**How long an NbO$_2$ selector waits before it switches**

Here is the problem. An NbO$_2$ crosspoint is treated as one thermal node with thermal resistance $R_{th}=5.0\times10^{6}$ K/W and heat capacity $C=0.20$ fJ/K. The ambient is $T_0=300$ K. Conduction is ohmic and activated, with $E_a=0.25$ eV and $R_0=0.50$ M$\Omega$ at $T_0$. These are given inputs of typical size. An ideal voltage step hits the cold cell through no series resistance. Find the threshold $V_{th}$ and the delay $t_d$ at (a) $1.02\,V_{th}$ and (b) $2.5\,V_{th}$. Case (b) is allowed in a $V/3$ bias scheme, where unselected cells see $0.83\,V_{th}$.

**Heat balance.** With $P_0=V^2/R_0$,
$$C\dot T=P_0\,e^{E_a/kT_0-E_a/kT}-\frac{T-T_0}{R_{th}}.$$
Set $\theta=(T-T_0)/T_*$ with $T_*=kT_0^2/E_a$, and linearise the exponent to $\theta$ (the Frank-Kamenetskii step):
$$\tau\dot\theta=\delta e^{\theta}-\theta,\qquad \tau=R_{th}C=1.0\ \text{ns},\qquad \delta=\frac{P_0R_{th}}{T_*}\propto V^2 .$$
Here $T_*=31.0$ K. Steady states vanish where the right side and its slope are both zero. That gives $\theta=1$ and $\delta_c=1/e$, so
$$P_{th}=\frac{31.0\ \text{K}}{e\,(5.0\times10^{6}\ \text{K/W})}=2.28\ \mu\text{W},\qquad V_{th}=\sqrt{P_{th}R_0}=1.068\ \text{V}.$$
I define the delay as the time from $\theta=0$ to runaway:
$$t_d=\tau\int_0^\infty\frac{d\theta}{\delta e^\theta-\theta}.$$

**(a) Just above threshold.** Put $\theta=1+x$ and $\delta=(1+\epsilon)/e$. The rate becomes $(1+\epsilon)e^x-1-x\approx\epsilon+x^2/2$. The cell crawls through this bottleneck, and extending the limits to infinity gives
$$t_d\approx\tau\int_{-\infty}^{\infty}\frac{dx}{\epsilon+x^2/2}=\pi\tau\sqrt{2/\epsilon}.$$
With $u=(V-V_{th})/V_{th}$ we have $\epsilon=(1+u)^2-1\approx2u$, hence
$$t_d\approx\pi\tau\sqrt{\frac{V_{th}}{V-V_{th}}}.$$
For $u=0.02$, an overdrive of 21 mV, $t_d\approx\pi(1.0\ \text{ns})\sqrt{50}=22.2$ ns.

*Question: the cell starts at $x=-1$, not at minus infinity. Does that matter?*

It does. Away from the neck we may set $\epsilon=0$ and subtract the parabola from the true rate, which leaves a constant:
$$c_0=\mathrm{P}\!\!\int_{-1}^{\infty}\!\Big[\frac{1}{e^x-1-x}-\frac{2}{x^2}\Big]dx-\int_{-\infty}^{-1}\frac{2\,dx}{x^2}=-3.11 .$$
The principal value P removes the odd $1/x$ piece at $x=0$. Then $t_d\approx\tau(\pi/\sqrt u-3.11)=19.1$ ns, and the full integral for $t_d$ also gives 19.1 ns. The constant is 14% of the leading term, so the square-root law alone runs long even at 2% overdrive.

**(b) Far above threshold.** At $V=2.67$ V, $P_0=14.3\ \mu$W and $\delta=6.25/e=2.30$. Drop the loss term. Then $\tau\,e^{-\theta}d\theta=\delta\,dt$ integrates to
$$t_d=\frac{\tau}{\delta}=\frac{C\,kT_0^2}{E_aP_0}=\frac{(0.20\ \text{fJ/K})(31.0\ \text{K})}{14.3\ \mu\text{W}}=0.43\ \text{ns}.$$
The thermal resistance has cancelled. This is the time the initial power needs to heat the node by $T_*$.

*Question: is $\delta=2.3$ really adiabatic?*

Expand the integrand in $\theta e^{-\theta}/\delta$, which never exceeds $1/(e\delta)<1$ above threshold. Term by term,
$$\frac{t_d}{\tau}=\sum_{n=0}^{\infty}\frac{n!}{[(n+1)\delta]^{\,n+1}}=\frac1\delta+\frac1{4\delta^2}+\frac{2}{27\delta^3}+\frac{3}{128\,\delta^4}+\dots$$
The terms are $0.435+0.047+0.006+0.001$, and the sum gives $t_d=0.489$ ns. The adiabatic value is 11% short.

*Question: the temperature never goes to infinity. Where do you stop the clock?*

The runaway is fast, so the end point matters little. In the adiabatic limit the time to reach $\theta_f$ is $(\tau/\delta)(1-e^{-\theta_f})$. The current scales as $e^\theta$, so it has grown tenfold after 90% of $\tau/\delta$.

*Question: $E_a/kT_0$ is only about ten. Can you linearise the exponent?*

This is the largest neglected term. Let $\gamma=E_a/kT_0=9.67$. The true exponent is $h=\theta/(1+\theta/\gamma)$, with $h'=(1+\theta/\gamma)^{-2}$. The fold conditions $\delta e^h=\theta$ and $\delta e^hh'=1$ give $\theta_c=(1+\theta_c/\gamma)^2$. The lower root is $\theta_c=1.28$. There $h=\sqrt{\theta_c}$, so $\delta_c=\theta_ce^{-\sqrt{\theta_c}}=0.413$. The threshold voltage rises by 6.0%, to 1.13 V. That shift is three times the overdrive in (a), so with the full Arrhenius factor the pulse of part (a) would not switch the cell. The overdrive has to be counted from the threshold of the cell itself.

Counted that way, the law survives. With $\delta=\delta_c(1+\epsilon)$ and $x=\theta-\theta_c$, the rate is $\theta_c\epsilon+\tfrac12\theta_c(h'^2+h'')x^2$. The quadratic equation for $\sqrt{\theta_c}$ gives $\theta_c^2(h'^2+h'')=1-2\sqrt{\theta_c}/\gamma=\sqrt{1-4/\gamma}$. Therefore
$$t_d\approx\pi\tau\,(1-4/\gamma)^{-1/4}\sqrt{\frac{V_{th}}{V-V_{th}}}.$$
The factor is 1.14, and the leading term at 2% overdrive becomes 25.4 ns, again before its constant. In (b), $e^{-h}\approx e^{-\theta}(1+\theta^2/\gamma)$ multiplies $\tau/\delta$ by $1+2/\gamma$ at first order. That lengthening of 21% at the same voltage exceeds the heat-loss correction.

*Question: NbO$_2$ cells are often modelled with Poole-Frenkel conduction. Is $\delta\propto V^2$ safe?*

It is an assumption of this problem. If the field lowers the barrier, define $m=d\ln(\delta/\delta_c)/d\ln V$ at threshold. Then $\epsilon\approx mu$ and $t_d\approx\pi\tau\sqrt{2/(mu)}$. The exponent $-1/2$ comes from the fold and stays, while the prefactor shrinks for $m>2$.

For the linearised model the answers are $V_{th}\approx1.07$ V, $t_d\approx19$ ns at 2% overdrive and $t_d\approx0.49$ ns at $2.5\,V_{th}$. The finite $\gamma$ raises the threshold by 6% and lengthens the leading delay terms by 14% and about 21%.